The computed energy loss of zincblende aluminium nitride changes enormously with energy. Near 21 eV, where the valence electrons oscillate together as a plasmon, the loss function exceeds 2.8. At 2 to 3 eV, below the band gap, it is a few thousandths. What becomes of this small remainder as the energy goes down to zero?

Loss function Im(−1/ε) of zincblende AlN, computed with Yambo 5.3.0 in the independent-particle approximation and the optical limit, on Quantum ESPRESSO PBE states without quasiparticle corrections. All rows use a field along z, a damping of 0.2 eV, a 6×6×6 k-mesh and 44 bands in the sums.

```tsv
row	loss function	loss energy (eV)
1	?	?
2	?	?
3	0.005	1.960
4	0.006	3.015
5	0.024	4.070
6	0.038	5.126
7	0.053	6.030
8	0.060	7.085
9	0.135	8.141
10	0.123	9.196
11	0.289	10.100
12	0.138	11.160
13	0.141	12.210
14	0.191	13.270
15	0.196	14.170
16	0.253	15.230
17	0.285	16.280
18	0.858	17.340
19	0.679	18.240
20	1.194	19.300
21	2.070	20.350
22	2.821	21.410
23	2.448	22.310
24	2.274	23.370
25	1.150	24.420
26	1.283	25.480
27	1.032	26.380
28	0.973	27.440
29	0.683	28.490
30	0.641	29.550
```

The loss function measures how readily a fast electron passing through the crystal gives up energy $E$. It is $L=\mathrm{Im}(-1/\varepsilon)$, which equals $\mathrm{Im}\,\varepsilon/|\varepsilon|^2$, where $\varepsilon$ is the dielectric function. The numerator is absorption, and the denominator is screening. The calculation treats excited electrons and the holes they leave behind as independent, and it transfers no momentum to them. Absorption therefore starts at the direct gap, 4.18 eV, and below it both absorption and loss should vanish.

Rows 3 and 4 lie below even the smaller, indirect gap of 3.33 eV, which PBE is known to set too low, yet their loss is not zero. Defects are no explanation, because the calculation contains a perfect crystal. The standard cause is damping: each sharp excitation is given a width, here 0.2 eV, and the tails of the broadened excitations reach into the gap. The fate of the loss at zero energy therefore depends on how these tails combine.

A mass on a spring, with friction, shows one possibility. Driven slowly, it lags behind the force by an amount proportional to the frequency, and under a constant force it stands still and dissipates nothing. The retarded response of a crystal, which describes how it follows a real field, behaves in the same way. The analogy ends there, because many-body theory also uses a time-ordered response, in which the damping enters differently and no mechanical friction corresponds to it.

The difference can be seen by gathering all absorption into one oscillator at energy $E_0$. Its response has two parts, one resonant at $+E_0$ and one at $-E_0$, and each has a tail. With damping $\eta$ and static dielectric constant $\varepsilon_0$, the absorption far below $E_0$ is

$$\mathrm{Im}\,\varepsilon(E)\approx\frac{(\varepsilon_0-1)\,E_0\,\eta}{2}\left[\frac{1}{(E_0-E)^2}\pm\frac{1}{(E_0+E)^2}\right].$$

The minus sign belongs to the retarded response: the tails cancel at zero energy. The plus sign belongs to the time-ordered response: they add, and a nearly flat remainder survives. With vanishing damping the two forms agree at positive energies, so the choice matters only because the damping is finite.

The settings at hand do not say which form was used, but rows 3 and 4 offer a clue. In the retarded form with constant damping, the loss below the gap must grow at least in proportion to the energy. From row 3 to row 4 the energy grows by a factor of 1.54, whereas the loss, even with the most favourable rounding, grows by no more than 1.44. That speaks for tails that add. Row 5 is no help here: it lies only 0.11 eV below the direct gap, where the nearest excitations should dominate.

The size of the effect supports this reading. I place the oscillator at the computed absorption peak, 7.39 eV, and take its strength from the computed static dielectric constant, so no parameter is adjusted to the loss values. Added tails then give 0.0049 and 0.0056 for rows 3 and 4, which round to the tabulated values. Cancelling tails give only about half to two thirds of what is found. Since these two rows also served to choose between the forms, their agreement is not an independent test.

The withheld rows provide one. The known energies repeat a pattern every four rows, and continuing it downwards puts row 1 at 0.00 eV and row 2 at 1.055 eV, each within 0.02 eV. At zero energy the two tails are equal, and the model reduces to

$$L(0)\approx\frac{\eta\,(\varepsilon_0-1)}{E_0\,\varepsilon_0^{2}}=\frac{0.2\times3.80}{7.39\times4.80^2}\approx0.0045.$$

**The forecast is therefore 0.0045 for row 1 and 0.0046 for row 2, each with a range of 0.003 to 0.006.** The loss should settle on a small, nearly flat value instead of falling to zero. The range covers the crudest step, the use of a single energy for absorption that is really spread over many: it corresponds to oscillators between about 5.5 and 11 eV. It does not cover a wrong choice of damping. If the response were retarded after all, row 1 would be zero and row 2 about 0.001.

The withheld rows as computed:

```tsv
row	loss function	loss energy (eV)
1	0.004	0.000
2	0.004	1.055
```

Both energies are as forecast, and both losses fall inside their ranges. The loss does not vanish at zero energy, which is what added tails require and cancelling tails forbid. The central forecasts are too high by about 12% of the computed value for row 1 and 15% for row 2. With computed values given to three decimals, the first miss lies within rounding and the second only just exceeds it, so neither deserves a cause of its own. For the same reason the two equal values agree with a nearly flat tail but cannot reveal its slight slope.

The result settles less about the damping than it may seem. A response that kept only the resonant part at $+E_0$ would also leave a remainder at zero energy, and in this model it would be equally large. The two withheld rows thus speak against the retarded form with constant damping, but they do not prove the time-ordered one. A run with the form of damping stated would be the direct test. A different width alone would not decide between these two, because the remainder should be proportional to the width in both.

The single oscillator also has a clear limit higher up in energy. It would put the plasmon near 16 eV, whereas the computed loss peak lies at 20.8 eV. Much of the absorption strength sits above the main absorption peak, and one oscillator at that peak leaves this out. Far below the gap the omission does less harm, because the static dielectric constant already fixes the screening there. The size of the tail still depends on where the absorption lies, which is why the forecast needed a wide range. Near the plasmon the screening itself depends on how the excitations are distributed in energy.

The few thousandths below the gap are a trace of the chosen broadening, not a sign of impurities or of states in the gap. The formula tells how this trace should change in a similar insulator: it grows in proportion to the damping and, at equal $\varepsilon_0$, shrinks when the main absorption lies higher. At equal absorption energy, stronger screening reduces it too, once $\varepsilon_0$ exceeds 2, because the loss is divided by the square of the dielectric constant. A loss that stays put when the damping is reduced would need another explanation.
